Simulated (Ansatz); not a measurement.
## Ligand exchange: SiH2(CH3)(NH2) + C3H9N → SiH2(NH2)2 + C4H10

Species: SiH2(CH3)(NH2), singlet; C3H9N (isopropylamine) `CC(C)N`, singlet; SiH2(NH2)2, singlet; C4H10 (isobutane) `CC(C)C`, singlet. The partners trade CH3 for NH2: Si–CH3 and C–NH2 bonds give way to Si–NH2 and C–CH3.

Shapes, held fixed at every level: PBE0-D4/def2-TZVP. Flexible molecules stand in one conformer, not always the lowest. Programs: Ansatz 0.2.0. The zero-point and thermal change to 298 K, harmonic and unscaled (PBE0-D4/def2-TZVP), is +1.3 kJ/mol.

```json
{"level": "HF/def2-SVP", "kind": "Hartree–Fock", "ΔH(298 K) (kJ/mol)": "-80.5", "less CCSD(T)/CBS estimate": "+6.8"}
{"level": "r2SCAN-D4/def2-TZVPP", "kind": "meta-GGA", "ΔH(298 K) (kJ/mol)": "-84.3", "less CCSD(T)/CBS estimate": "+3.0"}
{"level": "PBE0-D4/def2-TZVPP", "kind": "global hybrid", "ΔH(298 K) (kJ/mol)": "-81.2", "less CCSD(T)/CBS estimate": "+6.1"}
{"level": "wB97X-V/def2-TZVPP", "kind": "range-separated hybrid", "ΔH(298 K) (kJ/mol)": "-83.2", "less CCSD(T)/CBS estimate": "+4.1"}
{"level": "MP2/def2-SVP", "kind": "perturbation theory", "ΔH(298 K) (kJ/mol)": "-82.9", "less CCSD(T)/CBS estimate": "+4.4"}
{"level": "MP2/def2-TZVPP", "kind": "perturbation theory", "ΔH(298 K) (kJ/mol)": "-90.3", "less CCSD(T)/CBS estimate": "-3.0"}
{"level": "CCSD/def2-TZVPP", "kind": "coupled cluster or CI", "ΔH(298 K) (kJ/mol)": "-86.8", "less CCSD(T)/CBS estimate": "+0.5"}
{"level": "CCSD(T)/CBS estimate", "kind": "coupled cluster or CI", "ΔH(298 K) (kJ/mol)": "-87.3", "less CCSD(T)/CBS estimate": "0.0"}
```

The highest level, CCSD(T)/CBS estimate, gives ΔH(298 K) = -87.3 kJ/mol; the levels span -90.3 to -80.5. The column of differences is taken from that level and isn't an error. No measured value is set beside it here. The CBS estimate extrapolates MP2 from def2-TZVPP and def2-QZVPP and adds CCSD(T) − MP2 in the triple-zeta set, cores frozen.

Moving the amino group from carbon to silicon is strongly exothermic at every level, with ΔH(298 K) = -87.3 kJ/mol at the highest. The driving force is the preference of electropositive silicon for an electronegative partner: Si–N gains far more from bond polarity over Si–C than C–N does over C–C. Donation from the nitrogen lone pair into σ* orbitals at silicon probably adds to this, including some anomeric stabilisation between the two geminal amino groups.

Hartree–Fock already recovers most of the exothermicity, which suggests that the preference is rooted in charge distribution and mean-field bonding rather than in correlation. The thermal contribution of +1.3 kJ/mol is minor beside the electronic term. MP2 becomes markedly more exothermic from the double- to the triple-zeta basis, so its closer agreement with the coupled-cluster reference in the smaller set than Hartree–Fock shows is no sign of basis convergence. The net enthalpy does not separate the intrinsic Si–N bond strength from the interaction between the two amino groups.
